Inside the core region a pseudo wave can depart from the true valence wave by an amount comparable to the wave itself, and in the case shown here the departure has nearly died out a little beyond one bohr. For the 3p shell of phosphorus the wave $u = rR(r)$ reaches a magnitude near 0.7 bohr$^{-1/2}$. The all-electron and pseudo versions differ by 0.35 at 0.32 bohr, by 0.016 at 1.12 bohr, and by less than 0.0001 at 1.92 bohr. The charge that this reshaping moves is only about 0.02 of an electron for each 3p electron. The table follows both waves for a spherical, spin-averaged, scalar-relativistic PBE atom, with four rows held back. These rows span the matching radius of the p channel, $r_c = 1.6$ bohr. The question is how well they can be predicted from the other nine, and how fast the two waves merge.

Radial waves u = rR(r) of the 3p shell of a spherical phosphorus atom, all-electron and pseudo, computed with ld1.x 7.5 at the scalar-relativistic PBE level. The norm-conserving Troullier-Martins pseudopotential has a [Ne] core, reference valence 3s2 3p3 and a p matching radius of 1.6 bohr. The signs of the two waves are aligned outside that radius.

| radius (bohr) | all-electron wave (bohr^(-1/2)) | pseudo wave (bohr^(-1/2)) |
| --- | --- | --- |
| 0.160 | 0.2205 | -0.0141 |
| 0.320 | 0.2923 | -0.0551 |
| 0.480 | 0.1807 | -0.1193 |
| 0.640 | 0.0005 | -0.2011 |
| 0.800 | -0.1828 | -0.2940 |
| 0.960 | -0.3415 | -0.3905 |
| 1.120 | -0.4674 | -0.4833 |
| 1.280 | ? | ? |
| 1.440 | ? | ? |
| 1.600 | ? | ? |
| 1.760 | ? | ? |
| 1.920 | -0.6785 | -0.6785 |
| 2.080 | -0.6658 | -0.6658 |

Here $r$ is the radius and $R$ the radial function, so that $u^2\,dr$ is the probability of finding the electron in a thin shell. All wave values below are in bohr$^{-1/2}$. The all-electron wave changes sign just beyond 0.64 bohr, at 0.6404 by linear interpolation. The cause is standard: 3p must be orthogonal to the 2p core orbital, which has the same angular part and no radial node, so the overlap can vanish only if 3p has an inner lobe of opposite sign. The pseudopotential removes the 2p electrons, and the pseudo 3p wave is built as the nodeless lowest p state. The overall sign of a wave is arbitrary. With the signs aligned outside, the two columns are opposite inside the node, as at 0.32 bohr, where 0.2923 stands against −0.0551.

The Troullier-Martins scheme fixes the shape inside $r_c$ as
$$u_{\rm ps} = -\,r^{\,l+1} e^{p(r)}, \qquad p = c_0 + c_2 r^2 + c_4 r^4 + \dots + c_{12} r^{12},$$
with $l = 1$. The first two rows show the prefactor: doubling the radius multiplies the pseudo wave by 3.91, a power of 1.97 against the ideal 2. Seven conditions fix the seven coefficients. Five make the wave and its first four derivatives equal to the all-electron ones at $r_c$, and one conserves the charge inside $r_c$. The last concerns the potential. Inverting the non-relativistic radial equation in atomic units, for a level $\varepsilon$, gives $V = \varepsilon + (l+1)p'/r + (p'' + p'^2)/2$. The $r^2$ term of this potential is $2c_2^2 + (4l+10)c_4$, and the scheme sets it to zero, so that $c_4 = -c_2^2/7$ for a p wave. The local s channel, the d scattering wave and the core correction enter the construction elsewhere and do not shape this reference wave.

The natural quantity to interpolate is therefore $y = \ln(|u_{\rm ps}|/r^2)$ against $x = r^2$, and it is close to a straight line. The slope between neighbouring known rows stays between −0.28 and −0.31 bohr$^{-2}$, the long step from 1.12 to 1.92 bohr included. The pseudo wave is thus nearly $r^2$ times a Gaussian. It cannot be exactly that, because such a function is the lowest p state of a harmonic well, whereas the scheme makes the well flat at the centre and the true wave decays exponentially far out.

The row at 1.60 bohr can be estimated in full from its two known neighbours. At 1.12 bohr $x = 1.2544$ and $y = -0.9538$, and at 1.92 bohr $x = 3.6864$ and $y = -1.6925$. The chord has slope $-0.7387/2.432 = -0.3037$. At $x = 2.56$ it gives $y = -0.9538 - 0.3037 \times 1.3056 = -1.350$, hence, with the exponent kept unrounded, $u_{\rm ps} = -2.56\,e^{-1.350} = -0.663$. The slopes just outside the interval, −0.286 from the 0.96 and 1.12 rows and −0.280 from the two outer rows, are both shallower than the chord. If the slopes at the ends of the interval are close to these values, the curve lies above the chord at first and below it later. A cubic that honours these end slopes shifts $y$ by at most about 0.006 anywhere in the interval.

The same chord gives −0.562 at 1.28 bohr, −0.623 at 1.44 and −0.682 at 1.76, and the slope argument raises the magnitude of the first two and lowers that of the last. The first forecast for the pseudo wave, whose centres are estimates consistent with this and not the output of a formula, was: −0.565 ± 0.006 at 1.28 bohr, −0.625 ± 0.008 at 1.44, −0.663 ± 0.008 at 1.60 and −0.679 ± 0.005 at 1.76. It further says that there is no additional node, that the magnitude grows through the four rows, and that the extremum lies outside $r_c$ and inside 1.92 bohr.

The gap $g = u_{\rm ae} - u_{\rm ps}$ has its own law. With $d = r_c - r$, a Taylor series of $g$ about $r_c$ loses its terms up to $d^4$ to the five matching conditions, so it begins as $d^5$. The local power of $d$ between successive known rows from 0.64 to 1.12 bohr is 3.26, 3.67 and 3.91, rising toward $r_c$ but still short of five. A form that has this behaviour is $g = A\,d^5 e^{bd}$, whose local power is $5 + bd$. An unweighted straight-line fit of $\ln(g/d^5)$ against $d$ on those four rows gives $A = 1.568$ bohr$^{-5.5}$ and $b = -1.921$ bohr$^{-1}$, and reproduces them within 0.0007. The form is an expansion about $r_c$ and fails in the inner lobe, which was left out of the fit: at 0.32 bohr it gives 0.46 against the actual 0.35, and it does not vanish at the nucleus as the true gap must.

For 1.28 bohr, a row outside the fit, $d = 0.32$, $d^5 = 0.003355$ and $e^{-0.615} = 0.541$. The product $1.568 \times 0.003355 \times 0.541$ lies between 0.0028 and 0.0029. At 1.44 bohr $d$ is halved, $d^5$ falls by 32, and the gap is about 0.0001, the uncertainty that rounding of the two columns leaves.

Norm conservation offers a second and cruder estimate. The difference of densities factorises as $u_{\rm ps}^2 - u_{\rm ae}^2 = -g\,(u_{\rm ae} + u_{\rm ps})$. The gap is positive in all seven inner rows, so the change from deficit to surplus comes from the sum of the waves, which is +0.0614 at 0.48 bohr and −0.2006 at 0.64 bohr. Multiplying the density differences by the step of 0.16 bohr and adding gives a deficit of 0.0239 over the three innermost rows and a surplus of 0.0231 over the next four. The remaining 0.0008 has to be repaid mostly at 1.28 bohr, where $0.16 \times 2 \times 0.56 \times g = 0.0008$ asks for $g$ near 0.004. This is a small difference of two sums, and three points resolve the inner lobe poorly, so it serves only as a weak check. The forecast for the gap is 0.002 to 0.005 at 1.28 bohr, 0 to 0.0004 at 1.44, zero within 0.0001 at 1.60 and 1.76, and no change of sign. The all-electron wave is forecast as −0.562 ± 0.006 at 1.28 bohr and takes the pseudo ranges at the other three radii.

A second set of predictions came from a global fit: a polynomial of degree 4 in $x$, fitted to $y$ on all nine known rows by least squares with weight $|u|$, since the rounding error of a logarithm scales as $1/|u|$. It reproduces the nine rows to four decimals. Its error bar is the largest departure among degree 3, degree 5 and an independent form for the all-electron wave, plus rounding. That form is $-(r - 0.6404)$ times the exponential of a cubic in $r$, fitted without weights to the logarithm on the five known rows from 0.80 bohr outward. The pseudo predictions are −0.5648 ± 0.0033, −0.6280 ± 0.0060, −0.6679 ± 0.0069 and −0.6832 ± 0.0044, with the extremum at 1.79 bohr.

Adding the modelled gap gives the all-electron predictions −0.5619 ± 0.0036, −0.6279 ± 0.0062, −0.6679 ± 0.0070 and −0.6832 ± 0.0045. The bar on the gap at 1.28 bohr, 0.0028 ± 0.0003, comes from rounding and from shifting $r_c$ by 0.02 bohr, a guess at how far the radial mesh might move the nominal radius.

The withheld rows as computed:

| radius (bohr) | all-electron wave (bohr^(-1/2)) | pseudo wave (bohr^(-1/2)) |
| --- | --- | --- |
| 1.280 | -0.5611 | -0.5640 |
| 1.440 | -0.6248 | -0.6249 |
| 1.600 | -0.6624 | -0.6624 |
| 1.760 | -0.6788 | -0.6788 |

The first forecast holds in every row. The pseudo values miss its centres by 0.0010, 0.0001, 0.0006 and 0.0002, and the all-electron value at 1.28 bohr misses by 0.0009. Against ranges of 0.005 to 0.008 these misses show that the ranges were generous, and agreement at the fourth decimal from a three-figure estimate is partly luck; the uncorrected chord misses by up to about 0.003. No node appears and the magnitude grows through the four rows. A cubic spline through all thirteen rows puts the extremum at 1.83 bohr with the value −0.6805. In hindsight the Gaussian picture locates it as well. The function $r^2 e^{c_2 r^2}$ peaks at $1/\sqrt{|c_2|}$, and a straight line fitted to the nine known rows with the same weights has $c_2 = -0.2988$ bohr$^{-2}$, which gives 1.83 bohr.

The global fit did slightly better at 1.28 bohr and clearly worse in the other three rows. All four predictions are too large in magnitude, by 0.0008, 0.0031, 0.0055 and 0.0044. The worst miss, at 1.60 bohr, is 0.8 % of the computed −0.6624 and about a hundred times the rounding of the table, from a fit whose residuals on the known rows were of the size of that rounding. At 1.76 bohr the pseudo miss is 1.01 times its error bar, just outside, and the all-electron miss is 0.99 times, just inside. The predicted extremum was 0.04 bohr too far in. The two-constant straight line has a worst miss of 0.0057 on the same four rows, almost equal to that of the five-constant quartic. Its residuals of up to 0.0047 on the known rows had at least signalled an error of that size.

Theory gives two reasons why the quartic cannot be the true curve. The actual polynomial has degree 6 in $r^2$, and it stops at $r_c$, beyond which the wave is a different function joined on with a jump in the fifth derivative. The fitted coefficients carry a visible warning: $c_4$ is −0.021 at degree 3 and +0.029 at degree 4, while the flatness condition asks for about −0.01. The coefficients trade against each other, so the fit neither confirms nor refutes that condition. That the quartic errs because seven closely spaced inner rows dictate a curvature which it then carries across the empty interval is a guess, and these numbers do not separate it from the effect of the join. The node-times-exponential form missed the all-electron wave by at most 0.0018. That form never crosses a join, but it also differs in its variable and in the rows it is fitted to, so its smaller miss does not lay the blame on the join. It beat the quartic in three rows and lost at 1.28 bohr, 0.0015 against 0.0008.

The gap was predicted with a smaller absolute miss than either wave, because it is itself small next to its known zero of high order. Relative to the gap, the miss at 1.28 bohr is a few per cent at most, which rounding alone could cause. The computed gap at 1.28 bohr is $-0.5611 + 0.5640 = 0.0029$, inside both ranges and below the norm estimate of 0.004. The value 0.0001 at 1.44 bohr is of the size of the rounding and tests nothing, and the zeros at 1.60 and 1.76 bohr are imposed by the construction. From 1.12 to 1.28 bohr the local power is $\ln(0.0159/0.0029)/\ln(0.48/0.32) = 4.2$, uncertain by 0.1 through rounding, which continues the rise. With $r_c$ at 1.58 bohr the same ratio would give 4.0, so the table is consistent with the fifth power while the case for it remains the Taylor argument. In this potential the two waves already agree to about 0.5 % at 1.28 bohr, a fifth of $r_c$ inside the matching point.

With all rows the charge balance closes to −0.0002. Splines through both waves give 0.2333 and 0.2331 for the all-electron and pseudo charge inside $r_c$, a difference of 0.1 % of either, which a 0.16 bohr grid cannot distinguish from zero. For a wave normalised to one, about three quarters of the 3p probability lies outside $r_c$ and is untouched, and about a tenth of the inner quarter is moved from the inner lobe to the region of the node and beyond it. The equality is built into the scheme and is no test of it. Its purpose is that the energy derivative of $u'/u$ at $r_c$ is proportional to the enclosed charge divided by $u(r_c)^2$, so the pseudo atom scatters correctly to first order about the reference level of −5.5069 eV. The scattering test of the same run bears this out: the p phase error is −0.0004 rad at −0.6 Ry and −0.0009 rad at −0.12 Ry, of one sign on both sides of the level at −0.40474 Ry as expected of a second-order error, and it has grown to −0.0059 rad at 0.36 Ry. The level itself is a Kohn-Sham eigenvalue of the spin-averaged atom without spin-orbit splitting; it belongs neither to the quartet ground state of free phosphorus nor to a measured ionisation. Agreement of two curves at this one energy and configuration, like the absence of a bound ghost, does not fix the error in a solid.

The same reasoning carries to neighbouring cases. A 3s shell has two radial nodes, and its pseudo wave starts as $r$ and not $r^2$. Along the row toward chlorine the larger nuclear charge pulls node and extremum inward. A larger $r_c$ for the same shell moves the onset of the gap outward. A 2p shell has no core orbital of its symmetry and no node, so $u_{\rm ae} + u_{\rm ps}$ keeps one sign. The factorised density difference can then integrate to zero only if the gap itself changes sign inside $r_c$, which the phosphorus 3p gap never does in these rows.
